**Two hills in one slip of Ta4N3**

Slide one half of a crystal over the other by a whole repeat of its cell, and the natural guess is one hill on the way. The atoms leave their places, are worst off halfway, and then settle into equivalent places. In Ta4N3 the halfway point is instead a deep valley. It costs about 0.4 J/m², roughly a tenth of the nearly 4 J/m² at a quarter of the way.

Ta4N3, 14 atoms in the cell, space group I4/mmm (139), conventional a = 4.357, c = 8.545 Å, 11.59 Å³ an atom. Rigid slide of a crystal across a plane by tilting cell vector c, one fault a cell, unrelaxed. Ansatz 0.2.0, plane-wave PAW, scalar-relativistic; functional PBEsol; no spin polarisation; cutoff 420 eV; k mesh 9×9×5; Gaussian smearing of 0.15 eV; k points shifted by (0, 0, 0) mesh steps; slip vector (1, -1) multiples of cell vectors a and b.

```csv
slip (fraction of the slip vector),fault energy (mJ/m²),shear traction (GPa (slope of the fault energy along the slip))
0,0,0.00
0.0833,769,28.98
0.1667,2702,40.25
0.25,3875,-4.36
0.3333,2521,-37.36
0.4167,953,-20.46
0.5,436,0.00
```

The slip, called $x$ below, is the fraction of the slip vector already travelled. The fault energy $E$ is the cost per area of the plane, and the shear traction is the slope of that energy along the path. The table stops at half the vector because the second half mirrors the first.

Three explanations can be held against these rows. The first takes the repeat of the cell as the repeat of the energy, which gives one hill. The second says that the atoms find an equivalent arrangement after half the vector, so that there are two equal hills with a valley at zero between them. The third accepts the two hills but adds a slow rise for something that half a slip does not restore.

**From 0 to 0.25: the climb**

The energy rises steeply from the start. In the single-hill picture, $E=A\sin^2(\pi x)$, the row at 0.25 should lie only halfway up, and the climb should go on to 0.5. Yet 0.25 is the highest row of the table, at 3875 mJ/m². The traction there is already slightly negative, so the crest lies just before it, near 0.24.

The crystal structure shows why the top comes so early. The composition, the symmetry and the numbers of neighbours fit a rocksalt net of Ta and N in which a quarter of the N sites are empty, in a regular pattern. The slip vector runs along the diagonal of a square Ta–N layer. Half of it carries every Ta site onto a Ta site and every N site onto an N site. The net therefore repeats twice as often as the cell.

At 0.25 the two layers are as badly matched as this path allows. A Ta–N contact across the cut that began at 2.14 Å has stretched to about 2.63 Å. Meanwhile the closest Ta–Ta distance across the cut has shrunk from 2.99 to 2.56 Å. Bonds between unlike atoms are stretched while like atoms are pushed together, and by ordinary bonding arguments both raise the energy. The calculation gives only their sum.

The matching model is a Frenkel sine with half the period, $E=A\sin^2(2\pi x)$. Fitted to all seven rows, it gives $A=3654$ mJ/m². For the row at 0.1667 the angle $2\pi x$ is 60°, whose squared sine is 0.75, so the estimate is $0.75\times3654\approx2741$ mJ/m². The table has 2702; the agreement is close, though this row took part in the fit.

Over the whole table the typical miss is about 210 mJ/m² for two equal hills and about 1600 for a single hill, each with one adjustable height. That decides against the tempting explanation. The period that matters is that of the bonded net, and the repeat of the cell along the slip is a poor guide to it.

**At 0.5: a valley that is not the crystal**

If the net were all that counted, the last row would return to zero. It stands at 436 mJ/m². The traction vanishes there, but symmetry requires that at this point, so the zero is no sign of a restored crystal. The calculated structure also has lower symmetry than the starting one.

The empty N sites are what half a slip fails to bring back, and the interatomic distances show how. In the undisturbed crystal some Ta atoms stand only 2.04 Å above the layer across the cut, while the shortest distance between any two atoms is 2.14 Å. Nothing can therefore sit straight opposite these Ta atoms: they face empty sites. At half slip the shortest distance drops to 2.04 Å, because an N atom has arrived there.

The number of Ta–N contacts straight across the cut is the same before and after. Their distribution has changed. Two Ta atoms that each had five N neighbours now have six and four, and the new contact is squeezed. Such a fault, in which the net is intact but its order is broken, is called an antiphase boundary. Another half slip would restore the order, which is why the whole vector is needed to recover the crystal.

**From 0.25 to 0.5: where the smooth rise fails**

The third explanation now looks complete: two hills from the net, and a gradual rise from the disturbed pattern of empty sites. Its simplest form adds $B\sin^2(\pi x)$, which is zero at the start and equals $B$ at half slip. The two flanks of the hill put this shape to the test. Rows equally far from 0.25 have the same net energy, so any difference between them must come from the added term.

Take the rows at 0.1667 and 0.3333. The squared sine of $\pi x$ is 0.25 in the first and 0.75 in the second. If $B$ is set to the valley energy, the later row should be higher by $(0.75-0.25)\times436=218$ mJ/m². In the table it is lower, by 181 mJ/m².

A free fit of both heights doesn't rescue the idea. The typical miss falls only a little, and when each row is predicted from the others the errors become larger than for two equal hills. The empty sites do raise the valley, but their effect along the way is not a gentle slope. Past the crest, the far flank first lies below the near one and ends up above it only close to half slip, as the row at 0.4167 and its partner at 0.0833 show.

The distances suggest a reason for the lower far flank. On the way out, a Ta atom leaves an N atom that it faced from the larger height. On the way in, another Ta atom approaches its new N atom from the smaller height. At 0.3333 this forming contact measures 2.29 Å, whereas the contact being left at 0.1667 measures 2.45 Å. Both are stretched, and the shorter one should bind better.

Closer to half slip this advantage must be outweighed. At 0.4167 the new contact is 2.11 Å long, and the row is the costlier of its pair. The calculated forces suggest that this contact is already squeezed: its N atom is pushed away from the cut with about 1.6 eV/Å, against about 0.2 eV/Å for the same atom at 0.0833. The uneven sharing of N neighbours among the Ta atoms probably adds to the cost, but the calculation does not separate the two.

The sine also fails in a way that has nothing to do with the uneven flanks. Averaging each pair of mirror rows removes the unevenness, and the hill that remains is narrower than a sine. One twelfth of the vector from the start, it has climbed only 18 % of the way from the average of the two end rows to the top, where a sine would have climbed 25 %. Forces between close atoms change steeply with distance, which would sharpen the crest, but no row tests that reading by itself.

**What the heights mean in use**

These energies belong to a rigid slide, in which the layers may neither move apart nor let their atoms adjust. Averaged over the cell, the stress normal to the plane is an outward push of about 16 GPa at 0.25 and still about 7 GPa at 0.5. At the cut itself the push is expected to be stronger, because the atoms beside it carry large unrelaxed forces. Relaxation would lower both energies by amounts not calculated here. The fault also repeats in every cell along c, and how much neighbouring faults change these heights was not tested. The largest traction in the table, about 40 GPa, is likewise the resistance of two stiff blocks, not the shear strength of a real crystal.

For a related ordered compound, two questions give the first sketch of such a curve. The shortest slide along the chosen direction that puts each kind of atom back on its own kind of site sets how often the pattern of hills repeats. Whether that slide also restores the order of the empty or substituted sites decides whether the valley between them returns to zero. The shape of the flanks needs the actual contacts, as the rows at 0.1667 and 0.3333 show. The output below gives the fits and the contact lengths row by row.

Printed output of the fit:

```
fit of fault_energy on 7 rows: coefficient of s2 3654 +/- 152; rms 211, worst 0.5 -436, leave-one-out rms 257
fit of fault_energy on 7 rows: coefficient of s2 3502 +/- 175, coefficient of s1 228 +/- 159; rms 177, worst 0.3333 277, leave-one-out rms 311
rms miss of one hill per slip vector, mJ/m2: 1594
rms miss of two equal hills, mJ/m2: 210.9
rms miss of two hills plus slow term, mJ/m2: 177.4
energy at half slip as percentage of the quarter-slip energy: 11.25
energy at 0.4167 less that at 0.0833, mJ/m2: 184
energy at 0.3333 less that at 0.1667, mJ/m2: -181
the latter difference if the slow term alone raised the valley, mJ/m2: 218
mirror-averaged height at 0.0833 as fraction of hill (sine gives 0.25): 0.1758
mirror-averaged height at 0.1667 as fraction of hill (sine gives 0.75): 0.6545
estimated slip at the top of the hill: 0.2406
Models in mJ/m2 and Ta-N contacts in angstrom:
     row  one hill  two equal hills  two hills plus slow term  contact left  contact formed
     0.0         0                0                         0         2.229           3.697
  0.0833     143.1            912.9                     890.2         2.287           3.282
  0.1667     534.8             2741                      2684         2.454           2.898
    0.25      1069             3654                      3616         2.709            2.56
  0.3333      1604             2741                      2798         3.031           2.288
  0.4167      1995            912.9                      1088           3.4           2.108
     0.5      2138         5.48e-29                       228         3.803           2.044
closest Ta-Ta across the cut at the start, angstrom: 2.987
closest Ta-Ta across the cut at quarter slip, angstrom: 2.56
Ta-N contact of 2.14 angstrom at the start after quarter slip, angstrom: 2.634
```
